A gate oxide on silicon has to stop two carriers, electrons and holes, and the two barriers draw on one budget. Their sum equals the gap of the oxide minus the gap of silicon, however the interface divides it. With roughly 1 eV for silicon, the methods below put that budget for cubic hafnia anywhere from slightly below zero to about 8 eV. Tunnelling leakage falls roughly exponentially with the width of a barrier and with the square root of its height, so even an error of 1 eV matters. The gaps scatter by whole electronvolts, while the volumes, given for only four of the rows, differ by a few per cent.

Cubic HfO2 (Fm-3m, 3-atom cell), periodic in three directions, computed with several programs and the methods named in the rows. Band gaps are single-point values without spin polarisation on the cell relaxed with r2SCAN; the GLLB-SC gap includes the derivative discontinuity. The tight-binding gaps come from 96-atom periodic clusters at the zone centre.

```tsv
name	kind	band gap (eV)	volume per atom (Å³)	bulk modulus (GPa)	atoms computed	rough processor time, order of size (s)
PBE coarse-settings	low cutoff and mesh	3.759	n/a	n/a	3	1
PBE	semilocal	3.803	11.039	245.50	3	3
r2SCAN	semilocal	4.303	10.786	270.80	3	8
GFN1-xTB tblite	tight binding	0.941	n/a	n/a	96	10
GLLB-SC	model potential	6.514	n/a	n/a	3	20
GFN2-xTB tblite	tight binding	0.651	n/a	n/a	96	20
PBE SZV	small basis	2.671	10.796	263.70	3	20
PM7	semi-empirical	9.429	n/a	n/a	96	40
PBE sz-orbitals	small basis	3.338	n/a	n/a	3	50
PBE DZVP	small basis	3.984	10.712	254.40	3	70
PM6	semi-empirical	4.418	n/a	n/a	96	100
```

Each gap belongs to the same cell, relaxed with r2SCAN, so the differences come from the treatment of the electrons and the numerical settings, not from different bond lengths. The top of the filled bands is mainly oxygen 2p and the bottom of the empty ones mainly hafnium 5d. A method must therefore place two very different kinds of level correctly against each other. Each class of method can fail at this in its own way, and most of the failures leave a recognisable mark.

## A gap that contradicts the use of the material

The two tight-binding methods, GFN1-xTB and GFN2-xTB, give gaps of 0.94 and 0.65 eV. Both lie below the gap of silicon, so the barrier budget is negative and at least one carrier would meet no barrier at all. Hafnia works as a gate dielectric, which settles the matter without any better calculation. Sampling more points of the band structure would not rescue these values, since in a given potential extra points can only lower a gap.

The likely root is what these methods were fitted to. Their parameters reproduce structures, vibrations and interactions of molecules, and those properties follow from the total energy, which is built from filled levels. An empty level enters only through its mixing with the filled ones. It can sit several electronvolts too low while bond lengths still come out reasonably. The gap, by contrast, takes the full error of the empty level.

## Two siblings that disagree

PM7 and PM6 are close relatives, and both report a Hartree–Fock orbital gap. Yet PM7 gives 9.4 eV and PM6 gives 4.4 eV, a factor of about two. When two versions of one method differ this much, the adjustable parts of the method probably decide the result, though the two runs may also have settled in different electronic states. PM6 comes within 0.12 eV of r2SCAN, but with such a sibling that closeness is no validation.

Theory explains why this kind of gap tends to be too large. In Hartree–Fock a filled orbital does not feel its own charge, whereas an empty orbital feels all the electrons present. The orbital gap thus describes adding and removing an electron while all the others stay frozen. In a real solid the others polarise around the new charge, which lowers the cost of both steps and narrows the gap. PM7 shows the expected excess; in PM6 the parameters probably offset it. Both gaps come from clusters that see few k points, which can also leave a gap too wide.

The sibling test works in one direction only. The two tight-binding gaps agree to 0.3 eV and are both badly wrong, because relatives can share a fault. Disagreement raises an alarm, but agreement does not clear a method.

## One functional, several answers

The three small-basis rows all use PBE, so with complete basis sets and equal settings they should reproduce the plane-wave gap of 3.80 eV. Instead they spread over 1.3 eV, between two and three times the step from PBE to r2SCAN. Whoever compares functionals across different basis sets may be measuring the basis sets. The sign changes as well: the minimal SZV set falls 1.1 eV short, while the larger DZVP set ends 0.2 eV too high. 
The DZVP excess does not come from overlooking a band edge. In plane-wave PBE both edges lie at the point X on the zone boundary, and the DZVP run evaluated X too. It finds the top of the filled bands there, but the bottom of the empty ones at the zone centre Γ. Its lowest empty level at X must lie higher still, so measured from the filled edge it sits at least 0.2 eV above its place in plane-wave PBE. The basis may describe that level poorly, or a different treatment of the atomic cores may shift it. The runs behind the table also differ in k mesh, which can change the electron density a little.

A likely cause of the SZV shortfall lies in the oxygen ion. Oxygen in hafnia carries extra electrons, which repel one another and make the 2p shell swell. A minimal basis offers one fixed radial shape per shell and cannot follow, so the filled 2p bands are held at too high an energy. In a given potential, more flexible functions lower both band edges, and the gap opens if the filled edge gains more. The sz-orbitals row fits less well: it is a minimal set too, yet it falls only 0.5 eV short, so the particular shape chosen for the orbitals probably matters as well. This is an argument from theory, not tested here, and it suggests a rule of thumb: a minimal basis is least safe where an atom's charge in the crystal departs most from that of the free atom.

## A crystal too soft for its size

Volume and stiffness offer a second test, because squeezing a crystal makes it stiffer. The bulk modulus $B$ measures the resistance to a change of volume $V$ under pressure $P$, with $B=-V\,dP/dV$. If its pressure derivative $B'=dB/dP$ is taken as constant, then $dB/dV=-B'B/V$, and integration gives

$$B(V)=B_0\left(\frac{V_0}{V}\right)^{B'}.$$

Here $V_0$ and $B_0$ are the volume per atom and the modulus of plane-wave PBE, and $B'=4$ is a typical rough value for solids.

For r2SCAN the volume ratio is $11.039/10.786$, and its fourth power is about 1.10. Multiplied by the PBE modulus of 245.5 GPa, this gives 269 GPa, within 1% of the r2SCAN result, which did not enter the estimate. The greater stiffness of r2SCAN is thus about what its smaller cell would bring. The output printed below repeats the estimate for each row that has a volume.

DZVP fails this test. It has the smallest volume in the table and should be the stiffest, but its modulus lies 8% below the estimate. SZV, with a far worse gap, stays within 2%. A gap of nearly the right size and a sound stiffness are therefore separate achievements, and one does not vouch for the other.

A known basis error could produce both oddities of DZVP. Atoms in an incomplete basis borrow functions from their neighbours, which creates a false attraction. It grows ever faster as the atoms approach, so it pulls the crystal inwards and also weakens the restoring force around the new minimum. I have not tested this here, and grid noise or a different treatment of the atomic cores may contribute. Repeating the volume curve with a larger basis would be the first check.

## A gap that leaves out a step

Plane-wave PBE raises none of the alarms above, partly because it served as the reference for two of them, and its gap is still wrong. The measured gap of the common forms of hafnia is nearly 6 eV, a rough recalled figure, and PBE falls about 2 eV short. Better numerical settings would not cure this, because the fault lies in what the orbital gap of such a functional means. In exact theory, the potential felt by the electrons jumps by a constant when an electron is added across the gap. This jump, the derivative discontinuity, belongs to the true gap but not to the PBE band gap.

GLLB-SC estimates the jump explicitly. Its 6.5 eV consists of an orbital gap of 5.06 eV and a discontinuity of 1.45 eV. The discontinuity accounts for roughly half of the distance from PBE; most of the remainder should come from a potential that separates filled and empty levels more strongly. For a comparison of band energies with PBE the orbital part is the right number, and for barriers it is the sum.

The r2SCAN gap lies between those of PBE and GLLB-SC, 0.5 eV above PBE. Its energy depends on the orbitals through their kinetic energy, so its band gap already contains a small part of the jump. GLLB-SC ends above the rough measured size. That figure belongs to other crystal forms and includes temperature, zero-point motion and spin–orbit coupling, which the calculations leave out, so neither this excess nor the exact size of the PBE shortfall can be charged to the method alone.

## What to do with such numbers

Begin with the cheapest check, whether the gap allows the material to do its known job. Next, compare a close relative of the method, and then the same functional in a better basis. Only after that is it worth discussing functionals. For barrier heights, treat a PBE or r2SCAN gap as too small, and ask of any larger gap whether it is an orbital gap or includes the discontinuity. Processor time is no guide to quality: PM6 has the highest cost in the table, partly because it treats many more atoms, and the times are only rough sizes from shared machines.

Finally, do not let a steady gap certify a structure. Coarse settings move the PBE gap by only 1%, yet they raise the pressure on the same cell by about 1.2 GPa, which at the PBE modulus is worth about 0.5% in volume. The gap needs only the two band edges, and both hardly move with the settings. Pressure is the slope of the total energy with volume, so any part of the numerical error that changes with volume enters it. Settings good enough for a quick look at the gap can therefore be too coarse for relaxing the film's lattice or judging its strain.

Printed output of the fit:

```
Rows against plane-wave PBE and silicon:
                  row  gap less PBE eV  gap less silicon eV  volume change %  modulus change %  modulus expected from volume GPa  modulus against expected %
  PBE coarse-settings           -0.044                2.659              n/a               n/a                               n/a                         n/a
                  PBE                0                2.703                0                 0                             245.5                           0
               r2SCAN              0.5                3.203           -2.292             10.31                             269.4                      0.5356
      GFN1-xTB tblite           -2.862               -0.159              n/a               n/a                               n/a                         n/a
              GLLB-SC            2.711                5.414              n/a               n/a                               n/a                         n/a
      GFN2-xTB tblite           -3.152               -0.449              n/a               n/a                               n/a                         n/a
              PBE SZV           -1.132                1.571           -2.201             7.413                             268.4                      -1.737
                  PM7            5.626                8.329              n/a               n/a                               n/a                         n/a
      PBE sz-orbitals           -0.465                2.238              n/a               n/a                               n/a                         n/a
             PBE DZVP            0.181                2.884           -2.962             3.625                             276.9                      -8.118
                  PM6            0.615                3.318              n/a               n/a                               n/a                         n/a
Spread of the three small-basis PBE gaps in eV: 1.313
That spread over the step from PBE to r2SCAN: 2.626
Coarse settings change of PBE gap in %: -1.157
Coarse settings change of PBE pressure in GPa: 1.228
Coarse settings change of PBE pressure in %: 20.52
GLLB-SC orbital gap less PBE gap in eV: 1.259
GLLB-SC orbital gap less r2SCAN gap in eV: 0.759
Discontinuity as % of the distance from PBE to the full GLLB-SC gap: 53.56
PBE gap less rough recalled measured gap in eV: -1.997
r2SCAN gap less rough recalled measured gap in eV: -1.497
GLLB-SC full gap less rough recalled measured gap in eV: 0.714
GFN1-xTB gap as % of r2SCAN gap: 21.87
GFN1-xTB gap less GFN2-xTB gap in eV: 0.29
PM7 gap over PM6 gap: 2.134
PM7 gap less PM6 gap in eV: 5.011
PM6 gap less r2SCAN gap in eV: 0.115
```
